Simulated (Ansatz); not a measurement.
All numbers below come from DFT PBE, scalar-relativistic, plane waves, PAW (Ansatz). Cutoff 420 eV, Γ-centred meshes of about 0.25 Å⁻¹ or finer for metals and 0.3 Å⁻¹ for insulators (2π included), Gaussian smearing. No spin polarisation.

All energies are static (0 K, no zero-point motion).

Two forms of Be3S5 were relaxed alike.

A.

```
Be S
1.0
     2.44999   -7.10900    0.00000
     2.44999    7.10900    0.00000
     0.00000    0.00000   10.24818
Be S
6 10
Direct
  0.24090 0.75910 0.39899
  0.24090 0.75910 0.10101
  0.78004 0.21996 0.25000
  0.75910 0.24090 0.60101
  0.75910 0.24090 0.89899
  0.21996 0.78004 0.75000
  0.09786 0.90214 0.34549
  0.09786 0.90214 0.15451
  0.70316 0.29684 0.41515
  0.70316 0.29684 0.08485
  0.90214 0.09786 0.65451
  0.90214 0.09786 0.84549
  0.29684 0.70316 0.91515
  0.29684 0.70316 0.58485
  0.66433 0.33567 0.75000
  0.33567 0.66433 0.25000
```

B.

```
Be S
1.0
    -1.79010    1.79010   10.84882
     1.79010   -1.79010   10.84882
     1.79010    1.79010  -10.84882
Be S
3 5
Direct
  0.30641 0.30641 0.00000
  0.69359 0.69359 0.00000
  0.00000 0.00000 0.00000
  0.44985 0.94985 0.50000
  0.35515 0.85515 0.50000
  0.75000 0.25000 0.50000
  0.05015 0.55015 0.50000
  0.14485 0.64485 0.50000
```

**Question.** Which form is favoured at zero pressure, and by what margin per atom?

**Answer.** B is lower, by 147 meV/atom. A has space group Cmcm (No. 63), 22.3 Å³/atom and no gap on its mesh; B has space group I-4m2 (No. 119), 17.4 Å³/atom and a gap of 0.40 eV. Counting S atoms around Be (those within 1.25 times the shortest such distance or 1.15 times the sum of covalent radii; a plus sign parts nearer from farther groups; a slash parts the counts of unlike sites), A has Be 2/3+2 and B has Be 4. A and B both hold S–S pairs. Both come from trial cells of a structure search, whose lowest cell (P1, 16.7 Å³/atom) lies 34 meV/atom below the lower of the two.

Weakly bound directions are ill-defined at this level, which has no dispersion term (Cmcm), and this can change margins and order among such cells. Kohn–Sham gaps at this level usually fall short of measured ones. The zero gap of Cmcm may come from the functional, which often closes small gaps, or the cell may be a true semimetal. With atoms moved at random, B (by 34 meV/atom) fell into a lower structure. A had no clear such test and can be a saddle point. Some types were kept out of the candidates beforehand, so the set may lack a known form.

Of the two forms, B is favoured by 147 meV/atom, and the way sulfur is bonded offers a likely reason. The coordinates of B give two S–S pairs and one lone S per formula unit. Read as two disulfide ions and one sulfide ion, these exactly balance three Be²⁺, so the S–S π* levels are filled and a gap is expected. Every Be also has the fourfold surroundings it prefers, as in BeS.

A has the same composition but only one S–S pair and three lone S atoms per formula unit. Three sulfide ions already use up the charge from Be, leaving the pair formally close to neutral S₂, with a partly filled π* shell. This suggests that the missing gap stems from electron count as well as from any error of the functional. Poorly coordinated Be in the more open network probably adds to the energy cost. Because an S₂-like unit can carry unpaired electrons, a spin-polarised solution might lower A and open a gap, so neither its metallic character nor the full margin is settled.
